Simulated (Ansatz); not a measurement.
# The dipole moment down a group: C to Ge

Gas-phase molecules, one atom swapped for its congeners: In(CH3)Cl2; SiH3(InCl2); GeH3(InCl2). All are singlets with charge 0.

Shapes, held fixed at every level: PBE0-D4/def2-TZVP. Programs: Ansatz 0.2.0. Values in D.

```json
{"level": "PBE-D4/def2-TZVPP", "In(CH3)Cl2": "3.62", "SiH3(InCl2)": "3.71", "GeH3(InCl2)": "3.70"}
{"level": "r2SCAN-D4/def2-TZVPP", "In(CH3)Cl2": "3.75", "SiH3(InCl2)": "3.88", "GeH3(InCl2)": "3.82"}
{"level": "B3LYP-D4/def2-TZVPP", "In(CH3)Cl2": "3.70", "SiH3(InCl2)": "3.88", "GeH3(InCl2)": "3.82"}
{"level": "wB97M-V/def2-TZVPP", "In(CH3)Cl2": "3.65", "SiH3(InCl2)": "3.87", "GeH3(InCl2)": "3.81"}
```

At wB97M-V/def2-TZVPP the dipole moment isn't monotonic: it is largest for Si and smallest for C (3.87 and 3.65 D). Every level shows the same order. For atoms past krypton def2 sets carry core potentials with scalar relativity. Relativity is left out for Ge.

Replacing carbon with silicon raises the dipole moment at every level, whereas going on to germanium changes it little. The rise from C to Si is the firmer result; the Si–Ge order is delicate, and at PBE the two are practically level at 3.71 and 3.70 D.

The InCl2 end dominates the moment, with negative charge on chlorine. Carbon is more electronegative than indium and draws density towards the methyl group, which opposes that polarity. Silicon does so far less, so the moment grows, though its hydridic hydrogens probably offset part of the gain. The longer bond to indium and the softer silyl group may also contribute. Germanium doesn't continue the trend, which fits the weak shielding by its filled 3d shell: this keeps it close to silicon in size and makes it no more electropositive. The small drop itself probably reflects a fine balance between the In–Ge and Ge–H bond polarities. Total moments alone can't separate these contributions; that would take a partitioning of the density.
